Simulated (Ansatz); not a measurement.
## A series in volume scale on ZnHg3

Results calculated with Ansatz 0.2.0, not measured. Free energy against uniform scaling of the volume at fixed shape and fractions; periodic cell, basis, potentials, k mesh and filling as listed.

The cell before it is scaled or strained (space group Fm-3m, No. 225):
```
CELL_PARAMETERS angstrom
0.00000 3.70850 3.70850
3.70850 0.00000 3.70850
3.70850 3.70850 0.00000
ATOMIC_POSITIONS crystal
Zn 0.00000 0.00000 0.00000
Hg 0.25000 0.25000 0.25000
Hg 0.75000 0.75000 0.75000
Hg 0.50000 0.50000 0.50000
```

Settings of every row: functional r2SCAN; dispersion none; potentials PAW; wave cutoff 600 eV; density cutoff 2400 eV; k mesh 6x6x6; k shift 0x0x0; occupations fermi dirac; smearing width 0.1 eV; spin none.

Limits: coarse k mesh, up to 40 meV an atom off; no spin-orbit coupling, which can matter with elements this heavy; the cell comes from a prototype or a list of computed structures and needn't be the stable phase.

| row | volume scale | V (Å³/atom) | energy above lowest point (meV/atom) |
| --- | --- | --- | --- |
| 1 | 0.92 | 23.461 | 0 |
| 2 | 0.9467 | 24.142 | 1.5 |
| 3 | 0.9733 | 24.821 | ? |
| 4 | 1 | 25.501 | 12.5 |
| 5 | 1.0267 | 26.182 | 21.1 |
| 6 | 1.0533 | 26.861 | 31.2 |
| 7 | 1.08 | 27.542 | 42.5 |

Question: what energy above lowest point should row 3 give?

Worked fit of energy above lowest point. Take u = (V_r/V)^(2/3) − 1 with V_r = 25.841 Å³ an atom, which is twice the finite (Eulerian) strain; such expansions in the strain, on which the Birch-Murnaghan equation of state is built, carry the rest volume and the bulk modulus. The shown rows have u = 0.06654, 0.04638, 0.00887, -0.0087, -0.02548, -0.04161. Least squares give energy above lowest point = 16.59 − 489.6 × u + 3360 × u² + 3782 × u³ meV/atom; a parabola predicts inner rows, each left out in turn, worse (root mean square 0.18 against 0.033 meV/atom). All shown rows lie on it to the printed digit. Its lowest point lies at u = 0.0656, or V = 23.49 Å³ an atom, and the curvature there gives the bulk modulus at fixed shape and fractions, B = (4/9)(1 + u)² E″(u)/V = 28.3 GPa. The withheld row has u = 0.02721, so the fit gives 16.59 − 489.6 × (0.02721) + 3360 × (0.02721)² + 3782 × (0.02721)³ = 5.8 meV/atom.

The calculation gave 5.9 meV/atom. The fit lies 0.1 meV/atom (0.24 % of the column's range) below it, one unit of the last digit.
